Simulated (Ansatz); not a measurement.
Surfaces of elemental crystals compared.

Method: Ansatz, DFT PBE, scalar-relativistic, plane waves, PAW. Cutoff 420 eV, Γ-centred meshes, Gaussian smearing of 0.10 eV, no spin polarisation.

Each bulk is relaxed, then a slab of about 10 Å is cut and relaxed with a dipole correction; γ is the mean of the two faces.

```
            surface  cell lengths (Å)  planes  outer planes  area (Å²)
Hf (101) (P6_3/mmc)       3.205 5.068      10            Hf      18.52
Hf (001) (P6_3/mmc)       3.205 5.068       4            Hf       8.89
   Ta (110) (Im-3m)             3.319       5            Ta       7.79
    W (211) (Im-3m)             3.184       8             W      12.41
Os (001) (P6_3/mmc)       2.753 4.351       6            Os       6.56
```

(1) Order them by surface energy, lowest first.
A. Hf (101) (P6_3/mmc)
B. Ta (110) (Im-3m)
C. W (211) (Im-3m)
D. Hf (001) (P6_3/mmc)
E. Os (001) (P6_3/mmc)

(2) What are the other results?

Slabs that rebuild by over 0.8 Å, distort in their middle or lose their symmetry through the k mesh, and polar cuts of insulators, are left out. Of the terminations computed for a plane the cheapest is shown.

The slabs are thin, so differences under about 0.05 J/m² or 0.1 eV aren't settled. Spin-orbit coupling is left out, which matters for the bands of heavy elements.

Results:

(1) D (1.73 J/m²), A (1.78 J/m²), B (2.38 J/m²), E (2.96 J/m²), C (3.42 J/m²).

(2) 
```json
{"surface": "Hf (101) (P6_3/mmc)", "γ (J/m²)": "1.78", "γ·A (eV a cell)": "2.05", "top spacing (%)": "-4.2"}
{"surface": "Hf (001) (P6_3/mmc)", "γ (J/m²)": "1.73", "γ·A (eV a cell)": "0.96", "top spacing (%)": "-7.1"}
{"surface": "Ta (110) (Im-3m)", "γ (J/m²)": "2.38", "γ·A (eV a cell)": "1.15", "top spacing (%)": "-4.4"}
{"surface": "W (211) (Im-3m)", "γ (J/m²)": "3.42", "γ·A (eV a cell)": "2.65", "top spacing (%)": "-15.1"}
{"surface": "Os (001) (P6_3/mmc)", "γ (J/m²)": "2.96", "γ·A (eV a cell)": "1.21", "top spacing (%)": "-3.9"}
```

γ spans a factor of 2.0, from Hf (001) (P6_3/mmc) to W (211) (Im-3m).

The surface energies rise from Hf through Ta to W, as expected when the bonding part of the 5d band fills and cohesion strengthens towards the middle of the series. Os, with antibonding states partly occupied, falls below W, but its close-packed basal face is set against the more open W (211), so band filling and facet geometry both contribute to that drop. Atomic density matters too: Os (001) lies well above Ta (110) per area, yet their costs per surface cell, each with one top-layer atom, are nearly equal. Much of the gap therefore reflects the tighter packing of Os.

All the top spacings contract, as is usual for transition metals, where surface atoms strengthen their remaining back bonds and charge smooths over the corrugation. This fits the large contraction of W (211), but openness alone doesn't order the set, since Hf (001) contracts more than Hf (101). The two Hf faces are too close in energy to establish a clear preference, and two orientations can't determine the equilibrium crystal shape.
